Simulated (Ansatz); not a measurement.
# HfC: the change of pressure with volume per atom

Results calculated with Ansatz 0.2.0, not measured. Periodic Kohn-Sham DFT of a crystal at fixed atoms; pressure and stress are positive in compression; the energy is the free energy less that of spherical unpolarised free atoms; site moments are those in the method's own spheres, positive along +z.

Cell of the first row (space group Fm-3m, No. 225):
```
cell vectors (Å)
   0.0000     2.2775     2.2775
   2.2775     0.0000     2.2775
   2.2775     2.2775     0.0000
atoms (fractions of the cell vectors)
Hf  0.50000  0.50000  0.50000
C   0.00000  0.00000  0.00000
```

Settings of every row: method frozen-core PAW; functional LDA; relativity scalar; k mesh 12x12x12; filling fermi-dirac; smearing width 0.05 eV; wave cutoff 420 eV; paw set soft_2.

Atom start moment: 0 on all atoms.

Limits: PAW files made with PBE; no spin-orbit coupling on heavy atoms.

```
row  volume per atom (Å³)  pressure (GPa)
  1                11.814           3.172
  2                12.065          -2.361
  3                12.317               ?
  4                12.442          -9.663
  5                12.568         -11.855
  6                12.694         -13.936
  7                12.819         -15.912
  8                13.071         -19.568
  9                13.322         -22.863
```

Question: what pressure should row 3 give?

Worked fit of pressure. Take u = (V_r/V)^(2/3) − 1 with V_r = 12.631 Å³ an atom, which is twice the finite (Eulerian) strain; such expansions in the strain, on which the Birch-Murnaghan equation of state is built, carry the rest volume and the bulk modulus. The shown rows have u = 0.04559, 0.03104, 0.0101, 0.00334, -0.00331, -0.0098, -0.02257, -0.03489. Least squares give pressure = −12.9128 + 313.442 × u + 833.28 × u² + 664 × u³ GPa; a parabola predicts inner rows, each left out in turn, worse (root mean square 0.011 against 0.0055 GPa). The rows lie off it by 0.000, 0.000, -0.002, 0.002, 0.005, -0.007, 0.002, 0.000 (root mean square 0.0033 GPa). The pressure vanishes at u = 0.0374, or V = 11.95 Å³ an atom, and there the bulk modulus at fixed shape and fractions is B = −V dP/dV = (2/3)(1 + u) dP/du = 262 GPa. The withheld row has u = 0.01692, so the fit gives −12.9128 + 313.442 × (0.01692) + 833.28 × (0.01692)² + 664 × (0.01692)³ = -7.368 GPa.

The calculation gave -7.354 GPa. The fit lies 0.014 GPa (0.054 % of the column's range) below it; its largest miss of a shown row is 0.007 GPa.
